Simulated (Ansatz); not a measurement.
## Cd2O3: the change of pressure with volume per atom

All results are calculated (Ansatz 0.2.0 development build). Equation of state of a cubic crystal from periodic Kohn-Sham density functional theory without spin; pressure corrected for the finite basis.

Cell of the first row (space group Pn-3m, No. 224):
```
CELL_PARAMETERS angstrom
5.16410 0.00000 0.00000
0.00000 5.16410 0.00000
0.00000 0.00000 5.16410
ATOMIC_POSITIONS crystal
Cd 0.25000 0.25000 0.25000
Cd 0.75000 0.75000 0.25000
Cd 0.75000 0.25000 0.75000
Cd 0.25000 0.75000 0.75000
O 0.50000 0.00000 0.00000
O 0.00000 0.50000 0.00000
O 0.00000 0.00000 0.50000
O 0.50000 0.50000 0.00000
O 0.50000 0.00000 0.50000
O 0.00000 0.50000 0.50000
```

Settings of every row: formula Cd2O3; structure type cubic X2O3; functional PBE; spin treatment none; k mesh 11x11x11; occupation method fermi-dirac; occupation width 0.061225619 eV; wave cutoff 700 eV; datasets hard PAW; density cutoff ratio 4.

Limits: a cubic model structure, not a phase known at ambient conditions; modest k-mesh, values are not fully converged in k; no spin polarisation, a magnetic state may lie lower.

| row | volume per atom (Å³) | pressure (GPa) | energy above lowest point (meV/atom) |
| --- | --- | --- | --- |
| 1 | 13.771 | 7.075 | 18.32 |
| 2 | 14.064 | 4.443 | 7.83 |
| 3 | 14.357 | 2.099 | 1.89 |
| 4 | 14.65 | ? | ? |
| 5 | 14.943 | -1.851 | 1.72 |
| 6 | 15.236 | -3.511 | 6.65 |
| 7 | 15.529 | -4.99 | 14.45 |

Question: what pressure should row 4 give?

Worked fit of pressure. Take u = (V_r/V)^(2/3) − 1 with V_r = 14.65 Å³ an atom, which is twice the finite (Eulerian) strain; such expansions in the strain, on which the Birch-Murnaghan equation of state is built, carry the rest volume and the bulk modulus. The shown rows have u = 0.04211, 0.02759, 0.01356, -0.01311, -0.02581, -0.0381. Least squares give pressure = 0.0099 + 147.797 × u + 453.61 × u² + 494 × u³ GPa; a parabola predicts inner rows, each left out in turn, worse (root mean square 0.011 against 0.00051 GPa). All shown rows lie on it to the printed digit. The pressure vanishes at u = -0.0001, or V = 14.65 Å³ an atom, and there the bulk modulus at fixed shape and fractions is B = −V dP/dV = (2/3)(1 + u) dP/du = 98.5 GPa. The withheld row has u = 0, so the fit gives 0.0099 + 147.797 × (0) + 453.61 × (0)² + 494 × (0)³ = 0.010 GPa.

The calculation gave 0.01 GPa. The fit meets it to the printed digit.

The other values of row 4: energy above lowest point 0 meV/atom.
